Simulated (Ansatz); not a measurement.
BiMo: pressure and energy less free atoms against volume per atom

Results calculated with Ansatz 0.2.0, not measured. Periodic Kohn-Sham DFT of a crystal at fixed atoms; pressure and stress are positive in compression; the energy is the free energy less that of spherical unpolarised free atoms; site moments are those in the method's own spheres, positive along +z.

Cell of the first row (space group F-43m, No. 216):
```
BiMo
1.0
      0.0000     3.1151     3.1151
      3.1151     0.0000     3.1151
      3.1151     3.1151     0.0000
Mo Bi
1 1
Direct
  0.00000 0.00000 0.00000
  0.25000 0.25000 0.25000
```

Settings of every row: method all-electron LAPW; functional PBE; relativity scalar; k mesh 11x11x11; filling fermi-dirac; smearing width 0.08 eV; basis error target 0.5 meV/atom; nucleus gaussian.

Atom start moment: 0 on all atoms.

Limits: no spin-orbit coupling on heavy atoms; the cell comes from a prototype or a list of computed structures and needn't be the stable phase.

```
row  volume per atom (Å³)  pressure (GPa)  energy less free atoms (eV/atom)
  1                30.228           2.939                           -5.7187
  2                30.858           1.391                           -5.7272
  3                31.487               ?                                 ?
  4                32.117          -1.229                           -5.7274
  5                32.747          -2.333                           -5.7204
```

Question: what pressure and energy less free atoms should row 3 give?

Worked fit of pressure. Take u = (V_r/V)^(2/3) − 1 with V_r = 31.487 Å³ an atom, which is twice the finite (Eulerian) strain; such expansions in the strain, on which the Birch-Murnaghan equation of state is built, carry the rest volume and the bulk modulus. The shown rows have u = 0.02758, 0.01354, -0.01312, -0.02582. Least squares give pressure = 0.0085 + 98.201 × u + 291.5 × u² GPa; a straight line predicts inner rows, each left out in turn, worse (root mean square 0.12 against 0.0016 GPa). The rows lie off it by 0.000, -0.001, 0.001, 0.000. The pressure vanishes at u = -0.0001, or V = 31.49 Å³ an atom, and there the bulk modulus at fixed shape and fractions is B = −V dP/dV = (2/3)(1 + u) dP/du = 65.4 GPa. The withheld row has u = 0, so the fit gives 0.0085 + 98.201 × (0) + 291.5 × (0)² = 0.009 GPa.

The calculation gave 0.007 GPa. The fit lies 0.002 GPa (29 % of the value, 0.038 % of the column's range) above it; its largest miss of a shown row is 0.001 GPa.

Worked fit of energy less free atoms. Take u = (V_r/V)^(2/3) − 1 with V_r = 31.487 Å³ an atom, which is twice the finite (Eulerian) strain; such expansions in the strain, on which the Birch-Murnaghan equation of state is built, carry the rest volume and the bulk modulus. The shown rows have u = 0.02758, 0.01354, -0.01312, -0.02582. Least squares give energy less free atoms = −5.72987 + 0.0054 × u + 14.46 × u² eV/atom; a straight line predicts inner rows, each left out in turn, worse (root mean square 0.006 against 0.00013 eV/atom). The rows lie off it by 0.0000, -0.0001, 0.0001, 0.0000. Its lowest point lies at u = -0.0002, or V = 31.5 Å³ an atom, and the curvature there gives the bulk modulus at fixed shape and fractions, B = (4/9)(1 + u)² E″(u)/V = 65.4 GPa. The withheld row has u = 0, so the fit gives −5.72987 + 0.0054 × (0) + 14.46 × (0)² = -5.7299 eV/atom.

The calculation gave -5.7298 eV/atom. The fit lies 0.0001 eV/atom (0.9 % of the column's range) below it, one unit of the last digit.
